\textbf{Student.} In Fe--Mn alloys hcp $\varepsilon$ martensite forms from fcc austenite a few tens of kelvin below the temperature at which the two phases have equal Gibbs energy. A new phase needs new interface, and interface costs energy, so there should be a barrier. You told us that in the model of Olson and Cohen (1976) there is none. That sounds like defining the problem away.

\textbf{Lecturer.} The interface is paid for, but continuously, and partly by a defect that already exists. Here are the premises. (i) The parent is fcc with lattice parameter $a$, and the product is hcp with its basal plane on (111). (ii) The crystal contains a wall of $N$ long, straight edge dislocations with Burgers vector $\frac a2[1\bar10]$ and line direction $[11\bar2]$, stacked along $[111]$, one on every second close-packed plane. (iii) Both phases are linear, isotropic elastic media with the same shear modulus $\mu$ and Poisson ratio $\nu$. (iv) A faulted slab has the Gibbs energy of strained bulk hcp plus an excess at its two faces. (v) A partial dislocation glides only against a friction stress $\tau_f$, resolved along its Burgers vector. There is no applied stress and no diffusion. Molar quantities are per mole of atoms, and $\Delta G=G_{\rm hcp}-G_{\rm fcc}$ is negative when hcp is stable.

\textbf{Student.} Why every second plane?

\textbf{Lecturer.} Because that makes hcp. Each dislocation splits into two Shockley partials in its own (111) plane,
\begin{equation}
\tfrac a2[1\bar10]\to\tfrac a6[2\bar1\bar1]+\tfrac a6[1\bar21],\qquad b=\frac{a}{\sqrt6},\quad d=\frac{a}{\sqrt3},\quad h=2d,
\tag{1}
\end{equation}
with $b$ the length of a partial, $d$ the plane spacing and $h$ the spacing in the wall. Give each gap between neighbouring planes a sign $s_i$: $+1$ for a step A$\to$B, B$\to$C or C$\to$A, and $-1$ for the reverse. Fcc is all $+$. The first partial to pass shifts everything above its gap by one further step, and two forward steps equal one backward step, so that gap turns to $-$. A plane has hcp surroundings when the planes above and below carry the same letter, that is when the signs on its two sides differ. With $N$ faults on alternate gaps the sequence is $\cdots{+}{+}{-}{+}{-}\cdots{-}{+}{+}\cdots$, which has two sign changes per minus. The embryo is therefore
\begin{equation}
n=2N
\tag{2}
\end{equation}
planes thick. For $N=1$ the stacking is ABC$|$BCA, the intrinsic stacking fault, and the two planes next to the bar are hcp. So $n$ is even, and $n=2$ is the intrinsic fault.

\textbf{Student.} And the energy of the slab?

\textbf{Lecturer.} A (111) plane holds one atom per area $\sqrt3a^2/4$, and the molar volume is $V_m=N_Aa^3/4$, so the planar molar density is
\begin{equation}
\rho=\frac{4}{\sqrt3\,a^2N_A}=\frac{d}{V_m}.
\tag{3}
\end{equation}
Unit area of slab converts $n\rho$ moles. Each mole changes its Gibbs energy by $\Delta G$ and stores a coherency strain energy $E_{\rm str}$, and each face carries an excess $\sigma$. The fault energy per unit area is
\begin{equation}
\gamma(n)=n\rho\,(\Delta G+E_{\rm str})+2\sigma(n).
\tag{4}
\end{equation}
At $n=2$ this is the intrinsic stacking-fault energy.

\textbf{Student.} With $\sigma$ allowed to depend on $n$, that equation is empty. Two planes are not a bulk phase, and whatever is left over you call $\sigma(2)$.

\textbf{Lecturer.} As written it defines $\sigma(n)$. The content is that $\sigma$ depends weakly on $n$, and a layer model shows why. Let the energy per unit area be $-\sum_k J_k\sum_i s_is_{i+k}$. Relative to fcc, every unlike pair at distance $k$ costs $2J_k$. Put the minus signs at $i=0,2,\dots,2N-2$. For odd $k$ both partners of a minus sit on odd sites and are plus, which gives $2N=n$ unlike pairs and a cost $2J_kn$. Perfect hcp, with alternating signs, costs exactly $2J_k$ per plane, so odd $k$ feeds only the bulk term. For $k=2$ the minus signs form an unbroken run on the even sites, with one unlike pair at each end, cost $4J_2$. For $k=4$ there are two unlike pairs if $N=1$ and four if $N\ge2$. Up to $k=4$,
\begin{equation}
\gamma(n)=2n(J_1+J_3)+2\sigma,\qquad \sigma(2)=2J_2+2J_4,\qquad \sigma(n\ge4)=2J_2+4J_4 .
\tag{5}
\end{equation}
The form (4) is exact here, and the thickness dependence of $\sigma$ starts only at $J_4$. If the couplings fall off quickly, a constant $\sigma$ is fair, least so at $n=2$.

\textbf{Student.} The same partial on every second plane is a shear of $b/h=1/(2\sqrt2)=0.354$. Constrain that elastically and $E_{\rm str}$ must be enormous.

\textbf{Lecturer.} That shear is not in $E_{\rm str}$. It is carried by the partials at the two ends of the slab, and we shall count it once, as their interaction. $E_{\rm str}$ covers the small mismatch left between the sheared fcc lattice and relaxed hcp: $\epsilon_a$ in the plane and $\epsilon_c$ along the normal. In a plate much wider than thick, the matrix holds the in-plane spacing, so the plate has elastic strain $e=-\epsilon_a$ in both in-plane directions, while the normal strain $e_z$ is free. With $\lambda=2\mu\nu/(1-2\nu)$ the energy density is $W=\frac\lambda2(2e+e_z)^2+\mu(2e^2+e_z^2)$. Setting $\partial W/\partial e_z=0$ gives $e_z=-2\lambda e/(\lambda+2\mu)=-2\nu e/(1-\nu)$, and substitution gives
\begin{equation}
E_{\rm str}=V_mM\epsilon_a^2,\qquad M=\frac{2\mu(1+\nu)}{1-\nu}.
\tag{6}
\end{equation}
The net normal strain $\epsilon_n=\epsilon_c+2\nu\epsilon_a/(1-\nu)$ costs nothing on the broad faces and acts only at the ends. I shall bound its effect below.

\textbf{Student.} Then show me the interaction.

\textbf{Lecturer.} Take $x$ along $[1\bar10]$, $y$ along $[111]$, $z$ along the line. Projecting (1) on $x$ and $z$, both partials have edge component $\sqrt3b/2$, and their screw components are $+b/2$ and $-b/2$. A dislocation at the origin with components $b_e,b_s$ has the Volterra stresses
\begin{equation}
\sigma_{xy}=\frac{\mu b_e}{2\pi(1-\nu)}\frac{x(x^2-y^2)}{(x^2+y^2)^2},\qquad \sigma_{yz}=\frac{\mu b_s}{2\pi}\frac{x}{x^2+y^2},
\tag{7}
\end{equation}
and the Peach--Koehler glide force per unit length on a parallel dislocation $b_e',b_s'$ is $b_e'\sigma_{xy}+b_s'\sigma_{yz}$. Define $K=\mu b^2/8\pi$ and $\kappa=3/(1-\nu)$. For a pair of unlike partials the edge prefactor is $\kappa K$ and the screw prefactor is $-K$. Let the $N$ partials of one kind form one front and the others a second front a distance $r=uh$ away. There are $N-|m|$ pairs with vertical offset $mh$, so the total outward force per unit length on either front is
\begin{equation}
F(r)=\frac Kh\,f_N(u),\qquad f_N(u)=\sum_{m=-(N-1)}^{N-1}(N-|m|)\left[\kappa\,\frac{u(u^2-m^2)}{(u^2+m^2)^2}-\frac{u}{u^2+m^2}\right].
\tag{8}
\end{equation}
For $r\gg Nh$ each of the $N^2$ pairs contributes $(\kappa-1)/u$, so
\begin{equation}
F\to\frac{N^2A}{r},\qquad A=(\kappa-1)K=\frac{\mu b^2(2+\nu)}{8\pi(1-\nu)}>0 .
\tag{9}
\end{equation}
The fronts repel at long range, and the repulsion dies away.

\textbf{Student.} You have assumed each front stays straight. The partials are free to move one by one.

\textbf{Lecturer.} Two answers. First, a partial that runs ahead alone drags a two-plane fault and pays the whole $2\sigma$, while one that lags only thickens an existing slab and pays none. That already works towards bunching. Second, like partials on neighbouring glide planes align elastically. For them the screw prefactor is $+K$, and expanding the pair force at offset $x\ll h$ gives $-(\kappa-1)Kx/h^2$, which is restoring. An imbalance of $2\sigma$ is held by an offset $x/h\approx2\sigma h/[(\kappa-1)K]$, which will come out near $0.05$. In the total force on a front these internal forces cancel in pairs, since (7) is odd under $(x,y)\to(-x,-y)$.

\textbf{Student.} Now the balance.

\textbf{Lecturer.} Move one front outward by $\delta r$. The elastic field does work $F\,\delta r$ per unit length, and new slab of full thickness costs $\gamma(n)\,\delta r$. Friction can hold at most $\tau_fb$ on each of the $N$ partials. A front can be at rest only if
\begin{equation}
|F(r)-\gamma(n)|\le N\tau_fb .
\tag{10}
\end{equation}
Write the friction per mole transformed, $N\tau_fb=n\rho w_f$. With (2) and (3),
\begin{equation}
w_f=\frac{\tau_fb}{2\rho}=\frac{\tau_fV_m}{2\sqrt2},
\tag{11}
\end{equation}
which is stress times transformation shear times molar volume. The front moves outward whenever $F(r)>\gamma_{\rm eff}$, where $\gamma_{\rm eff}=\gamma(n)+n\rho w_f$. If $\gamma_{\rm eff}>0$, then by (9) $F$ falls below it at a finite width, and a wide embryo that is being opened by cooling stops at
\begin{equation}
r_{\rm eq}=\frac{N^2A}{\gamma_{\rm eff}} .
\tag{12}
\end{equation}
If $\gamma_{\rm eff}\le0$ and $F>0$ at every $r$, condition (10) fails at every width. No resting state exists, the net force points outward all the way, and there is no energy maximum to cross. Insert (4) into $\gamma_{\rm eff}\le0$ to get $n\rho(-\Delta G-E_{\rm str}-w_f)\ge2\sigma$. With $\sigma>0$ this can hold only if the bracket is positive, and then we may divide:
\begin{equation}
n\ge n^*=\frac{2\sigma}{\rho\,(-\Delta G-E_{\rm str}-w_f)},\qquad -\Delta G>E_{\rm str}+w_f .
\tag{13}
\end{equation}
The wall needs $N\ge n^*/2$ dislocations. The interfacial cost is fixed while the net gain grows with thickness, so a thick fault reaches $\gamma_{\rm eff}=0$ while the ordinary stacking-fault energy is still positive. At equality the slab still runs, pushed by $F$ alone.

\textbf{Student.} You slipped in ``$F>0$ at every $r$''. Edge dislocations attract in glide when $|x|<|y|$, and the screw term in (8) is negative everywhere. A tilt wall is stable for that very reason.

\textbf{Lecturer.} A fair objection, and for tall walls it wins. For an infinite wall use $\sum_m u/(u^2+m^2)=\pi\coth\pi u$ and $\sum_m u(u^2-m^2)/(u^2+m^2)^2=\pi^2u/\sinh^2\pi u$, both over all integers $m$. The force per dislocation, in units of $K/h$, is
\begin{equation}
\kappa\,\frac{\pi^2u}{\sinh^2\pi u}-\pi\coth\pi u\;\to\;-\pi\quad(u\gtrsim1).
\tag{14}
\end{equation}
That is attraction. Per unit height of wall it is $\pi K/h^2=\frac\mu2(b/2h)^2=\mu/64$, the energy density of the screw part of the shear when it is fully constrained. Here is the large strain energy you expected: it belongs to an embryo that is tall and narrow. For a short wall the $m=0$ terms, $N(\kappa-1)/u$, compete with it. Take $\nu=1/4$, so $\kappa=4$ and the bracket in (8) is $u(3u^2-5m^2)/(u^2+m^2)^2$. Evaluating the sum, $f_N$ falls from infinity to a dip close to $u=1$, rises again, and then decays as $3N^2/u$. At $u=1$ it equals $5.44$ for $N=4$, $0.71$ for $N=8$ and $-0.98$ for $N=9$. So $F>0$ throughout for $N\le8$, and from $N=9$ a rigid wall has a trap at a width of about $h$, for which (13) is necessary but not sufficient. At such widths the cores overlap and linear elasticity is rough, so read the crossover as ``somewhat under ten''.

\textbf{Student.} And the normal strain you postponed?

\textbf{Lecturer.} A slab of height $H=nd$ that has changed thickness by $\epsilon_nH$ is bounded by edge dislocations with Burgers vector along $y$, of density $\epsilon_n$ per unit height and opposite sign at the two ends. They attract. The force along $x$ involves the normal stress along their Burgers vector, whose magnitude is $\mu/[2\pi(1-\nu)]$ times $r(r^2+3y^2)/(r^2+y^2)^2$ per unit Burgers vector. At $r\gg H$ the kernel is $1/r$, the attraction is $\mu(\epsilon_nH)^2/[2\pi(1-\nu)r]$, and dividing by (9) with $H=Nh$ and $h^2/b^2=8$ gives the ratio $32\epsilon_n^2/(2+\nu)$. At any $r$ the kernel is positive and its integral over all $y$ is $2\pi$, so the attraction never exceeds $\mu\epsilon_n^2H/(1-\nu)$. End terms from $\epsilon_a$ are of this order or smaller, and cross terms with the glide components are odd in $y$ and cancel.

\textbf{Student.} Put numbers in.

\textbf{Lecturer.} Take an alloy near Fe--20 mass\% Mn. All inputs are typical or approximate: $a=0.360$ nm, $\mu=70$ GPa, $\nu=0.25$, $\epsilon_a=-0.003$, $\epsilon_c=-0.015$, and $\Delta G=\Delta s\,(T-T_0)$ with $\Delta s=3.7$ J\,mol$^{-1}$K$^{-1}$ and $T_0=430$ K. The poorly known ones are $\sigma=10$ mJ\,m$^{-2}$ and $\tau_f=20$ MPa. I carry three figures in intermediate steps only. Then $b=0.147$ nm, $h=0.416$ nm, $V_m=7.02\times10^{-6}$ m$^3$mol$^{-1}$, $\rho=2.96\times10^{-5}$ mol\,m$^{-2}$ and $M=233$ GPa. From (6) and (11), $E_{\rm str}=14.8$ and $w_f=49.7$ J\,mol$^{-1}$, together $64.5$ J\,mol$^{-1}$, and $2\sigma/\rho=676$ J\,mol$^{-1}$. Solving (13) for the temperature at which a wall of thickness $n$ runs,
\begin{equation}
T_0-T_n=\frac{1}{\Delta s}\left(\frac{2\sigma}{n\rho}+E_{\rm str}+w_f\right).
\tag{15}
\end{equation}
\begin{center}
\begin{tabular}{lcccccc}
$n$ & 2 & 4 & 6 & 8 & 12 & $\infty$\\
$T_0-T_n$ (K) & 109 & 63 & 48 & 40 & 33 & 17
\end{tabular}
\end{center}
A wall of four dislocations needs $-\Delta G=149$ J\,mol$^{-1}$ and runs at about $390$ K. The tallest walls free of the trap go first, and smaller ones follow as cooling continues. The last column is a formal floor, since such walls are trapped.

\textbf{Student.} Walk me through the four-dislocation wall.

\textbf{Lecturer.} Its friction is $N\tau_fb=11.8$ mJ\,m$^{-2}$. At 400 K, $\Delta G=-111$ J\,mol$^{-1}$ and $\gamma(8)=-2.8$ mJ\,m$^{-2}$. The fault energy is already negative, but $\gamma_{\rm eff}=9.0$ mJ\,m$^{-2}$ and friction holds the slab. With $K=6.02\times10^{-11}$ N and $N^2A=48K=2.89\times10^{-9}$ N, (12) gives a width of $0.32\ \mu$m for a height of $1.66$ nm, a true plate. At 385 K, $\Delta G=-166.5$ J\,mol$^{-1}$ and $n^*=6.6$, so $n=8$ suffices and $n=6$ does not. Indeed $\gamma(8)=-15.9$ mJ\,m$^{-2}$ now outweighs the friction. At the same temperature the intrinsic fault energy is $\gamma(2)=+11.0$ mJ\,m$^{-2}$, down from $21$ mJ\,m$^{-2}$ at $T_0$, and a lone edge dislocation, with $\tau_fb=2.9$ mJ\,m$^{-2}$, rests at a width of $13$ nm.

The side conditions hold. $K/h=0.145$ J\,m$^{-2}$, so the offset within a front is $0.046\,h$ and the dip in $F$ for $N=4$ is still $0.79$ J\,m$^{-2}$. With $\epsilon_n=-0.017$ the attraction from the normal strain is at most $0.045$ J\,m$^{-2}$, and $0.4\%$ of the repulsion at long range. For $N=8$ the dip is $0.10$ against a bound of $0.090$ J\,m$^{-2}$, so that case is marginal. The constrained shear of a tall narrow embryo would cost $\mu V_m/64=7.7$ kJ\,mol$^{-1}$, far beyond the available drive.

\textbf{Student.} Dislocations are not infinitely long, and grains are not infinitely wide.

\textbf{Lecturer.} Both matter, in opposite directions. If obstacles lie a distance $L$ apart, the plate spans them once $\gamma_{\rm eff}<N^2A/L$, a little early. For $L=1\ \mu$m that is $2.9$ mJ\,m$^{-2}$. Since $\gamma(8)$ changes by $n\rho\,\Delta s=0.876$ mJ\,m$^{-2}$ per kelvin, the shift is $3.3$ K upward. If instead the front is pinned at two points a distance $L$ apart, it must bow out like a Frank--Read source. A line with tension $\mathcal T$ under force $p$ per unit length has radius $\mathcal T/p$, and the tightest radius it passes through is $L/2$, so escape needs $p\ge2\mathcal T/L$. With the usual rough estimate $\mathcal T\approx\frac12\mu(Nb)^2$ for the bunched front, and dropping $F$ for an upper estimate,
\begin{equation}
-\gamma_{\rm eff}\ \gtrsim\ \frac{\mu N^2b^2}{L}.
\tag{16}
\end{equation}
For $N=4$ and $L=1\ \mu$m this is $24$ mJ\,m$^{-2}$, as large as $2\sigma$, and worth $28$ K of further cooling. For $L=10\ \mu$m it is $3$ K. Criterion (13) therefore needs $L\gg\mu N^2b^2/2\sigma=1.2\ \mu$m, and fine grains should lower the start temperature.

This term decides the matter in cobalt, which has the same fcc-to-hcp change and is used for narrow wiring in chips. Take approximate inputs $a=0.354$ nm, $\mu=80$ GPa, $T_0=695$ K and $\Delta s=0.62$ J\,mol$^{-1}$K$^{-1}$, extrapolated linearly to 300 K. Then $\rho=3.06\times10^{-5}$ mol\,m$^{-2}$, $\Delta G=-245$ J\,mol$^{-1}$ and the gain per partial is $2\rho|\Delta G|=15$ mJ\,m$^{-2}$. Even with $\sigma$, $E_{\rm str}$ and $w_f$ set to zero, (16) demands $L\gtrsim N\mu b^2/(2\rho|\Delta G|)$, about $0.1\ \mu$m for $N=1$ and more for taller walls. In grains of tens of nanometres the model predicts that pinned fronts cannot escape. That is an order of magnitude of the model, which ignores free surfaces, film stress and texture. Fine-grained cobalt does typically keep much fcc at room temperature.

\textbf{Student.} How much should I believe 390 K?

\textbf{Lecturer.} It is the model's number. Binary alloys near this composition typically start to form $\varepsilon$ around 390 to 400 K, and I chose $\sigma$ and $\tau_f$, within their plausible ranges, so that a wall of four dislocations behaves that way. Nothing has been tested by it. Letting $\sigma$ run from 5 to 15 mJ\,m$^{-2}$ moves the undercooling for $n=8$ from $29$ to $52$ K, and a start temperature fixes only the sum in (15), not $n$, $\sigma$ and $w_f$ separately.

\textbf{Student.} Then list where (13) holds.

\textbf{Lecturer.} It holds for a pre-existing array with one fault on every second plane and $n$ even. The model does not create that array, and it is a severe defect, with perfect Burgers vector over spacing equal to $0.61$, so potent sites are rare. It needs $-\Delta G>E_{\rm str}+w_f$. It needs a repulsive interaction at all widths, which for the edge wall with $\nu=1/4$ means fewer than about eight dislocations. Other line directions, other arrays, such as ones mixing the three Shockley vectors so that the net shear cancels, and elastic anisotropy, which is strong in austenite, change (8) and that limit. They leave (13) intact as the necessary condition, because any such interaction vanishes as $r\to\infty$. It needs fronts much longer than $\mu N^2b^2/2\sigma$. It takes $\sigma$ as constant, which is weakest at $n=2$, and $E_{\rm str}$ in the plate limit $r\gg nd$. Friction is treated as a fixed threshold, and its thermally activated part lets fronts creep slightly above $T_n$, giving time-dependent transformation. Composition is frozen, so segregation to the fault is excluded. Finally, the linear $\Delta G(T)$ in (15) is for paramagnetic austenite. Below the N\'eel temperature, roughly 350 K at this composition and higher at higher Mn content, antiferromagnetic order stabilises the austenite and $-\Delta G$ grows more slowly or levels off. The $n=2$ entry, at $321$ K, lies in that range and understates the cooling needed, and in Mn-rich alloys the drive may never reach the value that the available walls require.